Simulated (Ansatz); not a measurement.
A series in volume ratio on Si2Mo

Plane-wave density functional theory, PAW datasets, Gaussian smearing 0.05 eV: equation of state, the given cell scaled in volume with shape and atoms relaxed at each volume. The results are calculated, by Ansatz 0.2.0.

The cell before it is scaled or strained (space group I4/mmm, No. 139):
```
cell vectors (Å)
  -1.6010     1.6010     3.9084
   1.6010    -1.6010     3.9084
   1.6010     1.6010    -3.9084
atoms (fractions of the cell vectors)
Si  0.33530  0.33530  0.00000
Si  0.66470  0.66470  0.00000
Mo  0.00000  0.00000  0.00000
```

Settings of every row: paw set soft_2; functional r2SCAN; spin treatment none; moment partition spheres; spin axis none; wave cutoff 500 eV; k mesh 14x14x14; symmetry use detected.

Atom hubbard u: 0 on all atoms.

| row | volume ratio | V (Å³/atom) | pressure (GPa) | energy above given cell (meV per atom) |
| --- | --- | --- | --- | --- |
| 1 | 0.96 | 12.824 | 9.73 | 15.63 |
| 2 | 0.98 | 13.091 | 4.604 | 3.76 |
| 3 | 1 | 13.358 | 0.004 | 0 |
| 4 | 1.02 | 13.625 | ? | ? |
| 5 | 1.04 | 13.892 | -7.822 | 13.52 |
| 6 | 1.07 | 14.293 | -12.647 | 39.28 |

Question: what pressure and energy above given cell should row 4 give?

Worked fit of pressure. Take u = (V_r/V)^(2/3) − 1 with V_r = 13.358 Å³ an atom, which is twice the finite (Eulerian) strain; such expansions in the strain, on which the Birch-Murnaghan equation of state is built, carry the rest volume and the bulk modulus. The shown rows have u = 0.02757, 0.01355, 0, -0.02579, -0.0441. Least squares give pressure = 0.0046 + 327.331 × u + 918.32 × u² GPa; a straight line predicts inner rows, each left out in turn, worse (root mean square 0.53 against 0.0061 GPa). The rows lie off it by 0.003, -0.005, -0.001, 0.004, -0.002 (root mean square 0.0033 GPa). The pressure vanishes at u = -0.0000, or V = 13.36 Å³ an atom, and there the bulk modulus with shape and atoms relaxed is B = −V dP/dV = (2/3)(1 + u) dP/du = 218 GPa. The withheld row has u = -0.01311, so the fit gives 0.0046 + 327.331 × (-0.01311) + 918.32 × (-0.01311)² = -4.129 GPa.

The calculation gave -4.126 GPa. The fit lies 0.003 GPa (0.013 % of the column's range) below it; its largest miss of a shown row is 0.005 GPa.

Worked fit of energy above given cell. Take u = (V_r/V)^(2/3) − 1 with V_r = 13.358 Å³ an atom, which is twice the finite (Eulerian) strain; such expansions in the strain, on which the Birch-Murnaghan equation of state is built, carry the rest volume and the bulk modulus. The shown rows have u = 0.02757, 0.01355, 0, -0.02579, -0.0441. Least squares give energy above given cell = 0.035 + 4.3 × u + 20299.6 × u² meV per atom; a straight line predicts inner rows, each left out in turn, worse (root mean square 12 against 0.12 meV per atom). The rows lie off it by 0.05, -0.06, -0.04, 0.09, -0.04 (root mean square 0.059 meV per atom). Its lowest point lies at u = -0.0001, or V = 13.36 Å³ an atom, and the curvature there gives the bulk modulus with shape and atoms relaxed, B = (4/9)(1 + u)² E″(u)/V = 216 GPa. The withheld row has u = -0.01311, so the fit gives 0.035 + 4.3 × (-0.01311) + 20299.6 × (-0.01311)² = 3.47 meV per atom.

The calculation gave 3.5 meV per atom. The fit lies 0.03 meV per atom (0.076 % of the column's range) below it; its largest miss of a shown row is 0.09 meV per atom.
